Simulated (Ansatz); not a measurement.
## SrCd: the change of energy above lowest point with volume scale

Free energy against uniform scaling of the volume at fixed shape and fractions; periodic cell, basis, potentials, k mesh and filling as listed. The results are calculated, by Ansatz 0.2.0.

The cell before it is scaled or strained (space group Pm-3m, No. 221):
```
cell vectors (Å)
   4.0030     0.0000     0.0000
   0.0000     4.0030     0.0000
   0.0000     0.0000     4.0030
atoms (fractions of the cell vectors)
Sr  0.50000  0.50000  0.50000
Cd  0.00000  0.00000  0.00000
```

Settings of every row: functional PBEsol; dispersion none; potentials PAW; wave cutoff 450 eV; density cutoff 1800 eV; k mesh 7x7x7; k shift 0x0x0; occupations cold; smearing width 0.1 eV; spin none.

Limits: coarse k mesh, up to 40 meV an atom off.

```csv
row,volume scale,V (Å³/atom),energy above lowest point (meV/atom)
1,0.9,28.865,27.4
2,0.925,29.667,?
3,0.95,30.468,4.7
4,0.975,31.27,0.4
5,1,32.072,0
6,1.025,32.874,3
7,1.05,33.676,9
8,1.075,34.477,17.7
9,1.1,35.279,28.6
```

Question: what energy above lowest point should row 2 give?

Worked fit of energy above lowest point. Take u = (V_r/V)^(2/3) − 1 with V_r = 32.473 Å³ an atom, which is twice the finite (Eulerian) strain; such expansions in the strain, on which the Birch-Murnaghan equation of state is built, carry the rest volume and the bulk modulus. The shown rows have u = 0.08168, 0.0434, 0.02549, 0.00832, -0.00815, -0.02396, -0.03914, -0.05375. Least squares give energy above lowest point = 1.1 − 184.5 × u + 6134 × u² + 823 × u³ meV/atom; a parabola predicts inner rows, each left out in turn, worse (root mean square 0.067 against 0.03 meV/atom). All shown rows lie on it to the printed digit. Its lowest point lies at u = 0.0150, or V = 31.76 Å³ an atom, and the curvature there gives the bulk modulus at fixed shape and fractions, B = (4/9)(1 + u)² E″(u)/V = 28.5 GPa. The withheld row has u = 0.0621, so the fit gives 1.1 − 184.5 × (0.0621) + 6134 × (0.0621)² + 823 × (0.0621)³ = 13.5 meV/atom.

The calculation gave 13.5 meV/atom. The fit meets it to the printed digit.
